The Murakami intermediate Weyl phase: response of the transition in TlBi(S₁₋ₓSeₓ)₂ to changes of symmetry

1. Statement

Take a three-dimensional crystal with time-reversal symmetry T and spin–orbit coupling, and a parameter m (composition, pressure) that carries it from a normal insulator to a strong Z₂ topological insulator. Murakami (2007) showed the following.

(a) Without inversion P, a gap closing at a generic k imposes three conditions on the four variables (k, m). The closings form curves, so the gapless state generically survives over a finite interval of m, as a Weyl semimetal. Near the onset m_c,

H = [a(m − m_c) − b q₁²] σ₁ + ħv₂ q₂ σ₂ + ħv₃ q₃ σ₃,  (1)

with a, b > 0, q measured from the onset point and σᵢ acting on the two touching bands. For m < m_c the gap is 2a(m_c − m). For m > m_c two nodes of opposite chirality are separated by

Δq = 2 √[a(m − m_c)/b].  (2)

(b) With inversion the transition is direct. The gap closes at one value of m, at a time-reversal-invariant momentum (TRIM), where two Kramers doublets of opposite parity cross in a fourfold Dirac point. The strong index changes if this happens at an odd number of TRIMs. The statement assumes that no rotation axis protects a crossing away from the TRIM.

The random alloy TlBi(S₁₋ₓSeₓ)₂ is case (b). It is rhombohedral (point group D₃d, layers Tl–X–Bi–X along c, X = S or Se), centrosymmetric on average, and closes its gap at Γ near x_c ≈ 0.5. The question is how this transition moves, and how wide a Weyl window opens, when one condition at a time is changed. The answers of the model of section 2 are:

change | shift in x | window in m | nodes
1. centrosymmetric mass shift δ = +15 meV | +0.050 | 0 | 1 Dirac
2. polar S/Se layer order, V = 0.10 eV | +0.107 | 0.135 meV | 12 Weyl
3a. V = 0.05 eV | +0.027 | 0.0021 meV | 12 Weyl
3b. V = 0.15 eV | +0.240 | 1.54 meV | 12 Weyl
4a. change 2 plus anisotropy η = +0.02 | +0.107 | 2.7 meV | 4 Weyl
4b. change 2 plus η = −0.02 | +0.107 | 2.4 meV | 4 Weyl
5. exchange field J = 20 meV, P kept | 0 | 40 meV | 2 Weyl

The widths scale as V⁶, |η|V² and J.

2. Model and conventions

Let τ act on the two orbitals of opposite parity and σ on the spin (j_z = ±1/2). Then P = τ_z, T = iσ_yK, the mirror x → −x is iσ_x, and the threefold axis is z. With k, φ the polar coordinates of (k_x, k_y),

H = M τ_z + V τ_x + d_y τ_y + τ_x n·σ,  (3)
M = −m + C₁k_z² + C₂k²,  d_y = B k_z + R₂k³ sin 3φ,
n = (A k_y, −A k_x, R₁k³ cos 3φ),  m = μ(x − x_c).

For C₁, C₂ > 0 the bands are inverted at Γ when m > 0, the Se-rich side. V is odd under P and vanishes in the random alloy. Terms proportional to the unit matrix in τ are omitted, since they move both touching bands together.

Inputs. x_c = 0.5 and μ = 0.30 eV are chosen to reproduce the typical critical composition and a typical gap 2m = 0.30 eV at x = 1. A = 2.5 eV Å (velocity A/ħ = 3.8 × 10⁵ m/s), B = 2.0 eV Å, C₁ = 10 eV Å², C₂ = 20 eV Å², R₁ = 50 eV Å³ and R₂ = 100 eV Å³ are round values of the size typical of k·p models in the Bi₂Se₃ family. V, δ, η and J are illustrative. All results are the model's, not the material's.

The operator n·σ commutes with (3) and has eigenvalues sN, with s = ±1 and N = |n|. Hence, exactly,

E = ± √[M² + (V + sN)² + d_y²].  (4)

For V = 0 a zero needs N = 0, so k = 0, then k_z = 0 and m = 0: one Dirac point at Γ, at one composition.

3. Predictions by reasoning

Change 1: pressure, strain, or a random isovalent substitution, all keeping P. Parity labels survive, so the closing stays at Γ and stays direct. Only the k-independent part of M matters. A shift δ towards the normal band order must be paid for with more Se, so x_c rises by δ/μ. In-plane strain lowers the rotation symmetry but cannot open a window.

Change 2: S and Se segregate partly into alternate anion layers, Tl–S–Bi–Se. P is lost and the point group becomes C₃v. The doublets at Γ now have the same symmetry and repel, so Γ never closes. The repulsion V is cancelled where the spin–orbit term A k equals it, on a ring of radius k₀ = |V|/A. There the mass has grown by C₂k₀², so the transition moves to the Se-rich side by an amount ∝ V². With full rotation symmetry the whole ring would close at one m. Only warping makes the mass vary around it. C₃ and T together give that variation a period of 60°, and the harmonic cos 6φ enters with k₀⁶. The window is therefore ∝ V⁶ and very narrow, with six onset points and twelve nodes.

Change 3: the degree or the sense of the order. Halving V divides the shift by 4 and the window by 64. Reversing the polar axis, V → −V, is the operation P: the window is unchanged, the set of node positions is unchanged because T already maps k to −k, and every chirality is reversed.

Change 4: uniaxial in-plane strain on the polar crystal. Without C₃ the harmonic cos 2φ is allowed, and it costs only k₀². The window should grow to order |η|C₂k₀², and once this exceeds the warping contribution the node count should drop to four, the minimum that T allows.

Change 5: ferromagnetic exchange along c in the centrosymmetric alloy. T is lost instead of P. The exchange splits the doublets at Γ in first order, so the window is linear in J, symmetric about x_c, and holds two nodes on the c axis.

4. Calculation

Change 1. M becomes −m + δ at Γ and vanishes at x = x_c + δ/μ. For δ = +15 meV the shift is +0.050, and a crystal at x = 0.5 becomes a normal insulator with gap 2δ = 30 meV. Strain rescales velocities and adds further terms odd in k, but at Γ only τ_z is even under both P and T, so the count remains one condition.

Change 2. A zero of (4) needs s = −sgn V and

A²k² + R₁²k⁶cos²3φ = V²,  k_z = −(R₂/B) k³ sin 3φ,  m = F(φ) = C₂k² + C₁k_z².  (5)

The first two equations define a warped ring, and the third picks nodes on it. With ε = (R₁/A)²k₀⁴ small, k² = k₀²(1 − ε cos²3φ) to first order, and

F(φ) = m₁ + W sin²3φ,  m₁ = C₂k₀²(1 − ε),
W = [C₂(R₁/A)² + C₁(R₂/B)²] k₀⁶.  (6)

For V = 0.10 eV: k₀ = 0.040 Å⁻¹, ε = 1.0 × 10⁻³, C₂k₀² = 32 meV, and the bracket is 8000 + 25000 = 33000 eV Å⁶. Then W = 0.135 meV, between m₁ = 31.97 meV and m₂ = 32.10 meV. The transition moves by C₂k₀²/μ = +0.107 in x, and the window is W/μ = 4.5 × 10⁻⁴ wide, or W/k_B = 1.6 K as a temperature. At x = 0.5 the gap at Γ is 2V = 200 meV, and the smallest direct gap, from minimising (4) at m = 0, is 55 meV. The phase below m₁ is the normal insulator and that above m₂ the topological one, because the window shrinks to m = 0 as V → 0 and each side connects to its centrosymmetric parent without closing.

Pairs are born at φ = 0°, 60°, … with k_z = 0. They move apart along the ring and annihilate with new partners in the mirror planes φ = 30°, 90°, …, at |k_z| = 0.0032 Å⁻¹. Define the chirality as χ = sgn det(∂dᵢ/∂kⱼ), with d = (V + sN, d_y, M) the coefficients of (τ_x, τ_y, τ_z). The vector ∇d_x × ∇d_y is tangent to the ring, and for V > 0 its azimuthal component is AB to leading order. So det = (AB/k₀) dF/dφ, and nodes with 0° < φ < 30° have χ = +1, those with −30° < φ < 0° have χ = −1.

Form (1) follows at φ = 0. The ring has slope dk_z/dk_y = −3(R₂/B)k₀² = −0.24, so its arc length is q₁ = k₀φ √(1 + 0.24²), and m − m₁ = 9Wφ² gives b/a = 9W/[k₀²(1 + 0.24²)] = 0.72 eV Å². A radial step changes (d_x, M) by (−A, 2C₂k₀) per unit length, so ħv₂ = √(A² + 4C₂²k₀²) = 2.97 eV Å. The axis σ₁ is normal to that direction in the τ_x–τ_z plane, which gives a = A/ħv₂ = 0.84 and b = 0.61 eV Å². Finally ħv₃ = B √(1 + 0.24²) = 2.06 eV Å. At 1 meV below m₁ the gap is 2a × 1 meV = 1.7 meV. At m − m₁ = W/10, (2) gives Δq = 0.0087 Å⁻¹ and the chord from (5) and (6) is 0.0088 Å⁻¹. At mid-window (φ = ±15°) the chord is 0.021 Å⁻¹.

Change 3. Equation (6) gives

V (eV) | k₀ (Å⁻¹) | C₂k₀² (meV) | W (meV) | W/μ
0.05 | 0.020 | 8 | 0.0021 | 7.0 × 10⁻⁶
0.10 | 0.040 | 32 | 0.135 | 4.5 × 10⁻⁴
0.15 | 0.060 | 72 | 1.54 | 5.1 × 10⁻³

Solving (5) without expansion gives 1.53 meV in the last row. Complete layer order exists only at x = 0.5, so the shift towards Se limits the V that can be reached at the transition. For V < 0, s = +1 and ∇d_x changes sign while F(φ) does not, which reverses χ at every node.

Change 4. Let n_x = A(1 − η)k_y and n_y = −A(1 + η)k_x. Strain along x or y keeps the mirror. Equation (4) still holds. Without warping the ring is an ellipse in k_z = 0 with semi-axes k₀/(1 + η) along k_x and k₀/(1 − η) along k_y, so

W_η = C₂k₀²[(1 − |η|)⁻² − (1 + |η|)⁻²] = 4|η|C₂k₀²/(1 − η²)².  (7)

For |η| = 0.02 this is 2.56 meV, 19 times the unstrained W. For η > 0 the pairs are born on the ±k_x axis. On the ellipse F is exactly quadratic in k_y, so (2) holds throughout the window, with b/a = 4ηC₂/(1 + η)² = 1.5 eV Å² and Δq = 0.058 Å⁻¹ at mid-window. The saddle between the nodes then lies about aW_η/2 = 1.1 meV from the node energy, and the cones are separate only below that energy.

With warping, to first order in η and ε, F = const − 2ηC₂k₀² cos 2φ − (W/2) cos 6φ, and

dF/dφ = sin 2φ [4ηC₂k₀² + 3W(3 − 4 sin²2φ)].  (8)

The factor 3 − 4 sin²2φ runs from −1 to 3. The bracket keeps its sign, and there are four nodes throughout, if η > 3W/(4C₂k₀²) = 0.0032 or η < −9W/(4C₂k₀²) = −0.0095. Warping lowers F on the k_x axis and raises it on the k_y axis, so it adds to (7) for η > 0 and subtracts for η < 0. The unexpanded conditions give 2.7 and 2.4 meV, or 0.0090 and 0.0081 in x, and the centre of the window stays at +0.107. Strain also splits C₂ into C₂(1 + γ) along k_x and C₂(1 − γ) along k_y. To first order this replaces η by η − γ/2, so η stands for the net anisotropy, and its sign for a given strain must come from a band calculation.

Change 5. Set V = 0 and add Jσ_z with J > 0. Write Mτ_z + d_yτ_y = Dτ′ with D = √(M² + d_y²) and τ′² = 1. For R₁ = 0 the product τ′σ_z commutes with H, and

E = ± √[(D ± J)² + A²k²],  (9)

with independent signs. The R₁ term vanishes on the axis as k³ and leaves the nodes in place. Zeros need k = 0 and (C₁k_z² − m)² + B²k_z² = J². The left side rises with k_z² when B² > 2mC₁, which holds here, so nodes exist for |m| < J. For J = 20 meV the window is 40 meV, or 0.133 in x. Expanding J − D at the edges gives form (1) with a = 1, q₁ = k_z and b = B²/2J ± C₁: 110 eV Å² at m = −J and 90 eV Å² at m = +J, where the window lies on the side of smaller m. At m = 0 the nodes are 0.020 Å⁻¹ apart. The Chern number of a plane of fixed k_z jumps by one at each node and is zero outside them, so with the Fermi level at the nodes |σ_xy| = (e²/h) Δq/2π = 12 S/cm. An orbital-dependent exchange J′τ_zσ_z with |J′| < J leaves the edges at |m| = J, since the condition at Γ, |M + J′| + |M − J′| = 2J, still gives |M| = J. The Z₂ index is undefined while J acts, and this window follows from the count of three conditions alone.

5. Proof of the statement

No inversion, generic k. The bands are non-degenerate, and two that approach each other are described by d₀ + d(k, m)·σ. They touch where d = 0, three equations in four unknowns. Where the 3 × 4 Jacobian has rank 3, the implicit function theorem makes the solutions a smooth curve. With insulators on both sides the curve is confined to a bounded range of m, and the Brillouin zone is compact, so the curve is closed. At its smallest m the tangent has no m component, so the 3 × 3 matrix ∂d/∂k has a null vector. Call that direction q₁. The matrix has rank 2, and σ₁ is chosen normal to its range. Along σ₁ there is then no term linear in q, and the leading terms are a(m − m_c) − b q₁², where a ≠ 0 by the rank condition and b ≠ 0 generically. Terms in q₁q₂, q₂² and the like are of higher order at the nodes, where q₁ ~ (m − m_c)^(1/2) and q₂, q₃ ~ m − m_c. The other two components are linear in the remaining directions, are brought to diagonal form by a rotation of axes, and absorb their own m and q₁² terms in a shift of q₂ and q₃. This is (1). Setting all three coefficients to zero gives q₁ = ±√[a(m − m_c)/b], which is (2). The determinant at a node is −2b q₁ħ²v₂v₃, opposite for the two nodes. Each node carries a Berry flux ±2π and disappears only by meeting a node of opposite sign. T maps a node at k to one of equal chirality at −k, and the total chirality is zero, so there are at least four.

No inversion, TRIM. Two Kramers doublets give a 4 × 4 matrix, whose traceless T-even parts are τ_z, τ_x and τ_yσᵢ. These five anticommute, so all five coefficients must vanish, with only m to tune. C₃v leaves τ_z and τ_x, two conditions, still one too many.

Inversion and T. The product PT acts at every k and makes every band twofold. The traceless matrices even under PT are τ_z, τ_y and τ_xσᵢ, again five that anticommute. Five conditions on four unknowns have no generic solution. At a TRIM, P acts separately. For doublets of opposite parity, P = τ_z removes the four matrices odd under it, one condition is left, and m alone meets it. The four odd matrices return linearly in q and form the Dirac cone. The exchange of parities flips the product of parity eigenvalues at that TRIM, which by the Fu–Kane criterion changes the Z₂ indices. For equal parity P removes nothing and five conditions remain. If the doublets had different rotation eigenvalues, a crossing on the axis could persist as a Dirac semimetal. In (3) both have j_z = ±1/2, the term Bk_zτ_y is allowed, and the axis stays gapped.

6. What the model leaves out

Several allowed terms rival the effects of changes 2 to 4. A polar Rashba term λτ_z(k_yσ_x − k_xσ_y) adds sλk to M. It equals C₂k₀² = 32 meV for |λ| = C₂k₀ = 0.8 eV Å, the order expected when λ arises from the same remote bands as C₂. The shift stays ∝ V², but its positive sign holds only while C₂k₀ + sλ > 0. A term G k_z k³ sin 3φ in M adds −G R₂/B to the bracket of (6) and cancels it for G = +660 eV Å⁴, against a natural scale C₂a_h² ≈ 350 eV Å⁴ for a typical hexagonal lattice constant a_h ≈ 4.2 Å. A polar term D₂τ_y[(k_x² − k_y²)σ_x − 2k_xk_yσ_y] projects to sD₂k² sin 3φ in d_y and matches R₂ for |D₂| = R₂k₀ = 4 eV Å². Its component normal to n enters in second order and replaces R₁²k⁶ in (5) by R₁²k⁶ − D₂²k⁴. With D = D₂/k₀ the bracket of (6) becomes C₂(R₁² − D²)/A² + C₁(R₂ + sD)²/B², which is 76000 eV Å⁶ for sD₂ = +4 eV Å² and −24000 eV Å⁶ for sD₂ = −4 eV Å². A direct k⁶cos 6φ term in M is small if it comes from nearest-neighbour hopping on the triangular net, where it changes the bracket by C₂a_h⁴/2880 = 2 eV Å⁶. Under strain a term of order ηBk_y in d_y tilts the ring and changes F by about 2C₁(ηk₀)(0.0032 Å⁻¹) = 0.05 meV, which is why the strained widths carry two figures.

The exponents, the directness of change 1 and the chirality reversal under V → −V do not depend on these terms, and neither does the count of twelve nodes, unless the bracket of (6) vanishes by accident. For the polar crystal only this scaling is robust. Terms of the sizes above can cancel or reverse both the shift and W, so neither their magnitudes nor their signs are fixed. A negative W exchanges the birth and annihilation points and reverses the chiralities stated for change 2. Under strain, four nodes throughout the window are assured only when |η|C₂k₀² is large compared with the true |W|. For sD₂ = +4 eV Å², W = 0.31 meV and the thresholds of (8) move to η > 0.0073 and η < −0.022. At η = −0.02 the bracket of (8) then changes sign and part of the window holds eight nodes, so the count in row 4b depends on the omitted terms. No typical values exist for V and η in an ordered crystal, so those widths cannot be assigned to the material. Alloy disorder is also omitted. For V = 0.10 eV a variation of x by 4.5 × 10⁻⁴ across a sample spans the whole unstrained window, so in the model polar order alone leaves a transition that looks direct, through a nearly gapless ring, while in-plane strain or exchange widens the window to the order of 0.01 or 0.1 in x.